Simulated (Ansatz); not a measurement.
# TcRh: energy above lowest point against volume scale

Results calculated with Ansatz 0.2.0, not measured. Free energy against uniform scaling of the volume at fixed shape and fractions; periodic cell, basis, potentials, k mesh and filling as listed.

The cell before it is scaled or strained (space group P-6m2, No. 187):
```
CELL_PARAMETERS angstrom
2.72210 0.00000 0.00000
-1.36100 2.35740 0.00000
0.00000 0.00000 4.33110
ATOMIC_POSITIONS crystal
Tc 0.66667 0.33333 0.00000
Rh 0.00000 0.00000 0.50000
```

Settings of every row: functional PBEsol; dispersion D3(BJ)+ATM; potentials PAW; wave cutoff 450 eV; density cutoff 1800 eV; k mesh 12x12x7; k shift 0x0x0; occupations fermi dirac; smearing width 0.15 eV; spin none.

Limits: coarse k mesh, up to 40 meV an atom off; cutoff under the advised one; the cell comes from a prototype or a list of computed structures and needn't be the stable phase.

| row | volume scale | V (Å³/atom) | energy above lowest point (meV/atom) |
| --- | --- | --- | --- |
| 1 | 0.92 | 12.785 | 37.4 |
| 2 | 0.9467 | 13.156 | 6.5 |
| 3 | 0.9733 | 13.525 | 0 |
| 4 | 1 | 13.897 | 14.3 |
| 5 | 1.0267 | 14.268 | 46.2 |
| 6 | 1.0533 | 14.637 | 93.3 |
| 7 | 1.08 | 15.008 | ? |

Question: what energy above lowest point should row 7 give?

Worked fit of energy above lowest point. Take u = (V_r/V)^(2/3) − 1 with V_r = 13.711 Å³ an atom, which is twice the finite (Eulerian) strain; such expansions in the strain, on which the Birch-Murnaghan equation of state is built, carry the rest volume and the bulk modulus. The shown rows have u = 0.04772, 0.02793, 0.00915, -0.00894, -0.0262, -0.04263. Least squares give energy above lowest point = 4.69 − 794.3 × u + 30530 × u² + 9853 × u³ meV/atom; a parabola predicts inner rows, each left out in turn, worse (root mean square 0.31 against 0.13 meV/atom). The rows lie off it by 0.0, 0.0, 0.0, 0.1, -0.1, 0.0. Its lowest point lies at u = 0.0129, or V = 13.45 Å³ an atom, and the curvature there gives the bulk modulus at fixed shape and fractions, B = (4/9)(1 + u)² E″(u)/V = 336 GPa. Letting shape and atoms relax would as a rule lower it, by much in layered, chain or molecular crystals. The withheld row has u = -0.05848, so the fit gives 4.69 − 794.3 × (-0.05848) + 30530 × (-0.05848)² + 9853 × (-0.05848)³ = 153.6 meV/atom.

The calculation gave 153.1 meV/atom. The fit lies 0.5 meV/atom (0.33 % of the column's range) above it; its largest miss of a shown row is 0.1 meV/atom. This row lies beyond the range of the fit.
